# Classical crossing barrier and the Dexter–Klick–Russell criterion: the iodine interstitial in CsPbI$_3$

## Statement

A defect changes its electronic state from an initial state $i$ to a final state $f$ whose minimum lies lower by $\Delta E>0$. For carrier capture, $i$ is the defect plus a carrier at the band edge, and $\Delta E$ is the distance of the thermodynamic charge transition level from that edge. Both energies are taken as diabatic parabolas of equal curvature $\omega^2$ in a mass-weighted coordinate $Q$ (amu$^{1/2}$ Å), with minima $\Delta Q$ apart. The relaxation energy is $\lambda=\tfrac12\omega^2\Delta Q^2=S\hbar\omega$, where $S$ is the Huang–Rhys factor. Energies are in eV unless marked.

**Barrier.** The curves cross once, at heights

$$E_b=\frac{(\Delta E-\lambda)^2}{4\lambda}\ \ \text{above the initial minimum},\qquad E_b+\Delta E=\frac{(\Delta E+\lambda)^2}{4\lambda}\ \ \text{above the final one.}\tag{1}$$

**Criterion.** The vertical absorption and emission energies are $E_{\rm abs}=\Delta E+\lambda$ and $E_{\rm em}=\Delta E-\lambda$. Absorption from the lower minimum lands above the crossing if and only if

$$\Lambda\equiv\frac{\lambda}{E_{\rm abs}}>\frac14\iff E_{\rm em}<\tfrac12E_{\rm abs}\iff\lambda>\tfrac13\Delta E.\tag{2}$$

This is the criterion of Dexter, Klick and Russell (1955) for the absence of luminescence, first framed for F centres. The form with $\Lambda$ is due to Bartram and Stoneham (1975). For $\Lambda<1/4$ the excited centre cools to its minimum without reaching the crossing energy. For $1/4<\Lambda<1/2$ it starts above the crossing and may change surface while cooling. For $\Lambda>1/2$, $E_{\rm em}$ is negative and no vertical emission from the relaxed state exists.

**Application.** For a model of the $(+/0)$ level of I$_i$ in black-phase CsPbI$_3$, the hand estimate gives barriers of 0.06 eV for electron capture by I$_i^+$ and 0.01 eV for hole capture by I$_i^0$. The calculation with unequal, anharmonic curves gives 0.10 and 0.05 eV. The verdict of the criterion is the same in both. For the hole step the anharmonic barrier and the verdict rest on an extrapolated crossing, which a modest change in the shape of the curves removes.

## Proof

Put $x=Q/\Delta Q$ with the initial minimum at $x=0$ and the final one at $x=1$:

$$E_i=\Delta E+\lambda x^2,\qquad E_f=\lambda(1-x)^2 .$$

The quadratic terms cancel in the vertical gap, $E_i-E_f=\Delta E-\lambda+2\lambda x$, which vanishes at $x_c=(\lambda-\Delta E)/2\lambda$. Then $E_b=\lambda x_c^2$ and $E_f(x_c)=\lambda(1-x_c)^2$ with $1-x_c=(\lambda+\Delta E)/2\lambda$, which is (1). The crossing lies between the minima for $\lambda>\Delta E$ and on the far side of the initial minimum for $\lambda<\Delta E$, the inverted region of Marcus theory.

The gap at $x=1$ is $E_{\rm abs}$ and the gap at $x=0$ is $E_{\rm em}$. Measured from the lower minimum, the photon deposits the system at $E_{\rm abs}$, while the crossing lies at $E_{\rm abs}^2/4\lambda$. The first exceeds the second when $4\lambda>E_{\rm abs}$. Inserting $E_{\rm em}=E_{\rm abs}-2\lambda$ and $E_{\rm abs}=\Delta E+\lambda$ gives the other two forms of (2). At threshold $x_c=-1$: the crossing is the turning point opposite the Franck–Condon point, and $E_b=\lambda=\Delta E/3$.

**Many modes.** Let both states share the Hessian $H$, with displacement vector $\mathbf d$ and $\lambda=\tfrac12\mathbf d^{\rm T}H\mathbf d$. The crossing seam is the plane $\mathbf q^{\rm T}H\mathbf d=\lambda-\Delta E$. Minimising $\tfrac12\mathbf q^{\rm T}H\mathbf q$ on it with a multiplier $\mu$ gives $H\mathbf q=\mu H\mathbf d$, so $\mathbf q=x_c\mathbf d$. The lowest crossing lies on the straight line between the minima and (1) holds unchanged. For other surfaces a crossing found on that line is still a point of the seam, and its height is an upper bound to the lowest one.

**Unequal parabolas.** Let $\lambda_i$ and $\lambda_f$ be the relaxation energies on the initial and final curves, $E_i=\Delta E+\lambda_ix^2$, $E_f=\lambda_f(1-x)^2$. The root nearer the initial minimum is

$$x_c=\frac{\lambda_f-\Delta E}{\lambda_f+\sqrt{\lambda_i\lambda_f+\Delta E(\lambda_f-\lambda_i)}},\qquad E_b=\lambda_ix_c^2.\tag{3}$$

The numerator is $-E_{\rm em}$, which contains the relaxation energy of the final state only. Absorption lands $\lambda_i$ above the upper minimum, so the criterion asks for a crossing with $|x_c|<1$. The gap at $x=-1$ is $E_{\rm abs}-4\lambda_f$. For $\lambda_i\le2\lambda_f$ the gap cannot be positive at both $x=-1$ and $x=0$ and negative in between, since it is then either concave or monotonic on that interval. The criterion becomes $\lambda_f/E_{\rm abs}>1/4$, with the ground-state relaxation energy, and is no longer equivalent to $E_{\rm em}<E_{\rm abs}/2$.

**Rate.** With classical nuclei and a constant coupling $W$, the golden rule gives $(2\pi/\hbar)|W|^2\rho$, where $\rho$ is the thermal probability density for zero gap. If the initial well is $\kappa_ix^2$ near its minimum and the gap has slope $D'$ at the crossing,

$$\rho=\sqrt{\frac{\kappa_i}{\pi k_BT}}\;\frac{e^{-E_b/k_BT}}{|D'(x_c)|},\tag{4}$$

which for $\kappa_i=\lambda$, $D'=2\lambda$ is $(4\pi\lambda k_BT)^{-1/2}e^{-E_b/k_BT}$. For a band state normalised in a volume $\Omega$, $W\propto\Omega^{-1/2}$. The avoided-crossing gap therefore vanishes for a dilute carrier and does not lower the barrier.

## Estimate by hand

In the typical picture I$_i^+$ binds two lattice iodines into an I$_3^-$-like trimer. Capture of an electron breaks one of the two bonds and leaves an I$_2^-$-like dimer, I$_i^0$, while the neighbouring octahedra tilt. If about seven heavy atoms of roughly 130 amu each move about 1 Å, then $\Delta Q\approx\sqrt{7\times130}\approx30$ amu$^{1/2}$ Å. The motion is mostly bending and tilting, for which $\hbar\omega\approx3$ meV is typical. With $\hbar^2/(\text{amu Å}^2)\approx4.2$ meV,

$$\lambda=\frac{(\hbar\omega)^2\Delta Q^2}{2\hbar^2}\approx\frac{9\times900}{2\times4.2}\ \text{meV}=0.96\ \text{eV}\approx1\ \text{eV},\qquad S\approx3\times10^2 .$$

Take a gap of about 1.7 eV and a $(+/0)$ level about 0.5 eV below the conduction band. Then $\Delta E_n\approx0.5$ eV for I$_i^++e^-\to$ I$_i^0$ and $\Delta E_p\approx1.2$ eV for I$_i^0+h^+\to$ I$_i^+$. The same $\lambda$ serves both steps.

| | $E_b$ | above final minimum | $E_{\rm abs}$ | $E_{\rm em}$ | $\Lambda$ |
|---|---|---|---|---|---|
| electron | 0.06 | 0.56 | 1.5 | −0.5 | 0.67 |
| hole | 0.01 | 1.21 | 2.2 | 0.2 | 0.45 |

At $k_BT\approx0.025$ eV the Boltzmann factors are $e^{-2.5}\approx0.08$ and $e^{-0.4}\approx0.67$. Since $\hbar\omega\ll k_BT$, the classical picture should hold. Both values of $\Lambda$ are far above 1/4, and the hole step would satisfy the luminescence condition only if $\lambda$ fell below $\Delta E_p/3=0.4$ eV. The estimate describes a dark centre whose recombination cycle is limited, at equal coupling and carrier density, by electron capture.

## Careful calculation

**Inputs.** All values are illustrative, chosen to reproduce the typical features of this defect (displacement of a few tens of amu$^{1/2}$ Å, relaxation near 1 eV, strong anharmonicity). None is a measurement. Set $x=0$ at the geometry of I$_i^+$, $x=1$ at that of I$_i^0$, and $y=1-x$.

| quantity | value |
|---|---|
| gap $E_g$ | 1.73 eV |
| $\Delta E_n=E_C-\varepsilon(+/0)$ | 0.45 eV |
| $\Delta Q$ | 30 amu$^{1/2}$ Å |
| relaxation on the $+$ curve, $\lambda_+$ | 0.95 eV |
| relaxation on the neutral curve, $\lambda_0$ | 1.15 eV |
| $\kappa_+=\tfrac12\omega_+^2\Delta Q^2$ at the $+$ minimum | 1.50 eV |
| $\kappa_0=\tfrac12\omega_0^2\Delta Q^2$ at the neutral minimum | 0.70 eV |

Hence $\Delta E_p=1.28$ eV and, with $\hbar^2/(\text{amu Å}^2)=4.18$ meV, $\hbar\omega_+=3.73$ meV and $\hbar\omega_0=2.55$ meV. The pattern follows the chemistry. Moving away from $x=0$ stretches a bond of the trimer, which is stiff at first and then softens, so $\kappa_+>\lambda_+$. Moving away from $x=1$ compresses an I–I contact that holds an antibonding electron, which hardens, so $\kappa_0<\lambda_0$.

**Curves.** The cubic fixed by the minimum, its curvature and the value at the other geometry is, for each state relative to its own minimum,

$$U_+=1.50x^2-0.55x^3,\qquad U_0=0.70y^2+0.45y^3 .$$

Their difference is

$$D(x)=U_+-U_0=-1.15+2.75x-0.55x^2-0.10x^3 .$$

The vertical level at frozen geometry is $\varepsilon(+/0)-D(x)$. Electron capture has its crossing where this level meets the conduction band edge, $D=-\Delta E_n$. Hole capture has its crossing where the level meets the valence band edge, $D=+\Delta E_p$.

**Electron capture.** The condition $2.75x-0.55x^2-0.10x^3=0.70$ has the root $x_n=0.2698$, a displacement of 8.1 amu$^{1/2}$ Å towards the neutral geometry. Then $E_b^n=U_+(x_n)=0.1092-0.0108=0.098$ eV. The crossing lies 0.55 eV above the neutral minimum, which is the classical barrier for thermal emission of the electron. The slopes there are $D'=2.43$ eV and $U_+'=0.69$ eV.

**Hole capture.** The condition $2.75x-0.55x^2-0.10x^3=2.43$ has the nearer root $x_p=1.3052$, which is 9.2 amu$^{1/2}$ Å beyond the neutral minimum. With $y=-0.3052$, $E_b^p=U_0=0.0652-0.0128=0.052$ eV, and the crossing lies 1.33 eV above the $+$ minimum. The slopes are $D'=0.80$ eV and $dU_0/dx=0.30$ eV. A second root lies far outside the range where a cubic has meaning and is discarded.

**Criterion.** For general curves the test compares $E_{\rm abs}$ with the height of the crossing above the lower minimum.

| | ground state | $E_{\rm abs}$ | crossing height | $E_{\rm em}$ | $\lambda_f/E_{\rm abs}$ |
|---|---|---|---|---|---|
| electron | I$_i^0$ | 1.40 | 0.55 | −0.70 | 0.82 |
| hole | I$_i^+$ | 2.43 | 1.33 | 0.33 | 0.39 |

On the cubic curves absorption lands far above the crossing in both cases. The hole-step absorption exceeds $E_g$ and would be buried in band-to-band absorption.

**Neglected terms at 300 K ($k_BT=25.85$ meV).**

- *Nuclear quantum motion.* For a harmonic mode $k_BT$ in $\langle Q^2\rangle$ is replaced by $\tfrac12\hbar\omega\coth(\hbar\omega/2k_BT)\approx k_BT[1+(\hbar\omega/k_BT)^2/12]$. The increase is 0.2 % for $\hbar\omega_+$. For an I–I stretch of typically 14 meV it is 2.4 %, which would change the exponent $E_b^n/k_BT=3.8$ by 0.09 even if that mode carried all the relaxation.
- *Anharmonic normalisation.* A cubic term $c\,x^3$ multiplies the partition function in (4) by $1+15c^2k_BT/16\kappa^3$, an increase of 0.2 % for $U_+$ and 1.4 % for $U_0$.
- *Carrier kinetic energy.* The sensitivity $s=dE_b/d\Delta E$ is $-U_+'/D'=-0.28$ for the electron and $+0.38$ for the hole. The mean kinetic energy $\tfrac32k_BT$ shifts the barriers by $-0.011$ and $+0.015$ eV. Averaging $e^{-s\epsilon/k_BT}$ over the kinetic energy $\epsilon$ in a parabolic band gives $(1+s)^{-3/2}$, namely 1.65 and 0.62. To this order, and at fixed coupling and prefactor, the effect rescales the rate without changing the activation energy.
- *Shape beyond the cubic.* A term $q\,x^3(x-1)$ added to $U_+$ leaves all inputs intact. To first order it changes $E_b^n$ by $\delta U_+(1-U_+'/D')$ and $E_b^p$ by $-\delta U_+\,(dU_0/dx)/D'$. For $q=+0.1$ eV these are $-0.001$ and $-0.025$ eV, and for $q=-0.1$ eV they change sign. The inputs fix neither the size nor the sign of $q$. First order suffices for the electron and fails for the hole. Solved in full, $q=+0.1$ eV shifts $E_b^p$ by $-0.016$ eV, to 0.036 eV. Negative $q$ raises it, to 0.11 eV at $q=-0.071$ eV, where the curves only touch. For $q=-0.1$ eV, $D=-1.15+2.75x-0.55x^2-0.10x^4$ peaks at 1.24 eV near $x=1.43$, below $\Delta E_p$, and the hole step has no crossing.
- *Level position.* A shift of 0.1 eV in $\varepsilon(+/0)$, a usual spread among functionals and finite-size corrections, moves the barriers, to first order, by 0.03 and 0.04 eV. Vertical energies such as $\lambda_+$ and $\lambda_0$ carry their own finite-size terms, because the charge that changes at frozen geometry is screened by electrons only.

The model thus supports $E_b^n=0.10$ eV. The value $E_b^p=0.05$ eV holds for the cubic curves only: the inputs set no upper bound on it and do not guarantee that the crossing exists. Further digits above serve bookkeeping only.

## Why the two differ

The careful barriers exceed the hand values by 36 and 42 meV, factors of 1.6 and 5.2. The table switches on one refinement at a time (meV). The split depends on the order chosen, and the total does not.

| step | electron | hole |
|---|---|---|
| hand, formula (1) | 62.5 | 10 |
| unrounded $\Delta E$, $\lambda=1$ eV | 76 | 20 |
| parabolas with $\lambda_+$, $\lambda_0$, formula (3) | 93 | 36 |
| cubic curves | 98 | 52 |

One formula organises the steps. Near the initial minimum the gap is $E_{\rm em}$ plus a linear term, and the well is $\kappa_i$ times the squared displacement, so

$$E_b\approx\kappa_i\left(\frac{E_{\rm em}}{D'_{\min}}\right)^2,\tag{5}$$

with $D'_{\min}$ the slope of the final curve at the initial geometry. Formula (1) is the case $\kappa_i/D'^2_{\min}=1/4\lambda$, or 0.25 eV$^{-1}$ in the hand estimate.

**The squared mismatch.** $E_{\rm em}$ is a difference of two energies of order 1 eV. Rounding of 0.05 to 0.08 eV in $\Delta E$ is a small fraction of the gap and a large fraction of the mismatch. The single $\lambda$ hides a second shift, because electron capture needs $\lambda_0$ and hole capture needs $\lambda_+$. The magnitude $|E_{\rm em}|$ goes from 0.50 through 0.55 to 0.70 eV for the electron and from 0.20 through 0.28 to 0.33 eV for the hole. The squares grow by factors of 1.96 and 2.72. The hole step is hit harder because the hand estimate placed it near the barrierless point $\Delta E=\lambda$, where the relative sensitivity $2\,\delta E_{\rm em}/E_{\rm em}$ is largest.

**The shape factor.** For the electron, $\kappa_+/D'(0)^2=1.50/2.75^2=0.198$ eV$^{-1}$, below 0.25, and (5) gives 0.097 eV, close to the full root. The 5 meV of the last step is a cancellation. The stiff bottom of $U_+$ alone, against a parabolic neutral curve, raises the barrier by 25 meV to 118 meV. The hardening of $U_0$ steepens the descent of the final curve, pulls the crossing inward and returns 20 meV. For the hole, $D'(1)=1.35$ eV instead of 2 eV, because the stretched trimer has softened. The factor is $0.70/1.35^2=0.384$ eV$^{-1}$ and (5) gives 0.042 eV. The slope continues to fall, to 0.80 eV at the crossing, which supplies the remainder.

**Interpolation against extrapolation.** The electron crossing lies between the minima, where both curves are pinned at both ends. The hole crossing lies outside, where $D(x)$ flattens towards a maximum of 1.44 eV at $x=1.71$. For $\Delta E_p$ above that value the cubic model has no crossing on this side. With the cubic term kept on $U_+$ alone the maximum is 1.25 eV, below $\Delta E_p$, and the crossing already disappears. An inverted-region barrier needs energies computed beyond the initial minimum.

**Rates.** For band-edge carriers and equal $W$, (4) at 300 K lowers the Boltzmann factors by 4.0 and 5.2 relative to the hand barriers. The prefactor ratio $2\sqrt{\lambda\kappa_i}/|D'(x_c)|$, with $\lambda=1$ eV, is 1.01 for the electron and 2.1 for the hole, since a flat gap keeps the system longer near resonance. The net rates are lower by 4.0 and 2.5. A fivefold change in a barrier of order $k_BT$ matters less than the ratio suggests.

**The criterion.** It compares $E_b$ with a relaxation energy near 1 eV, so the shifts of 0.04 eV between the two calculations do not reverse it. For the electron step the verdict is secure, since a negative $E_{\rm em}$ forces a crossing between the minima. For the hole step it holds only while the extrapolated crossing exists. With $q=-0.1$ eV there is no crossing to land above, and the inputs leave the verdict open. The meaning of the criterion for this defect is also narrower than for an F centre, whose excited electron stays bound and couples strongly at the crossing. Here the excited state contains a free carrier. With an illustrative capture coefficient of $10^{-7}$ cm$^3$ s$^{-1}$ and a density of $10^{15}$ cm$^{-3}$, capture takes 10 ns, while local vibrational cooling typically takes picoseconds. Apart from immediate recapture of the carrier just emitted, the lattice is cold before a carrier arrives, and quenching proceeds thermally over $E_b$. On the cubic curves the centre is dark because $E_b$ is at most a few $k_BT$ and $E_{\rm em}$ is small or negative, and a large $\Lambda$ signals that geometry.

The numbers 0.10 and 0.05 eV belong to the model, and the second depends on its cubic form, so the model does not settle which step limits the cycle. It omits the $(0/-)$ channel of this negative-$U$ defect, which competes for I$_i^0$, and it follows a straight path. As typical knowledge, computed barriers for the rate-limiting capture step at iodine interstitials in lead iodide perovskites spread over roughly 0.1 to 0.3 eV, so the model's electron barrier sits at the low end and may fall short by a factor of two to three.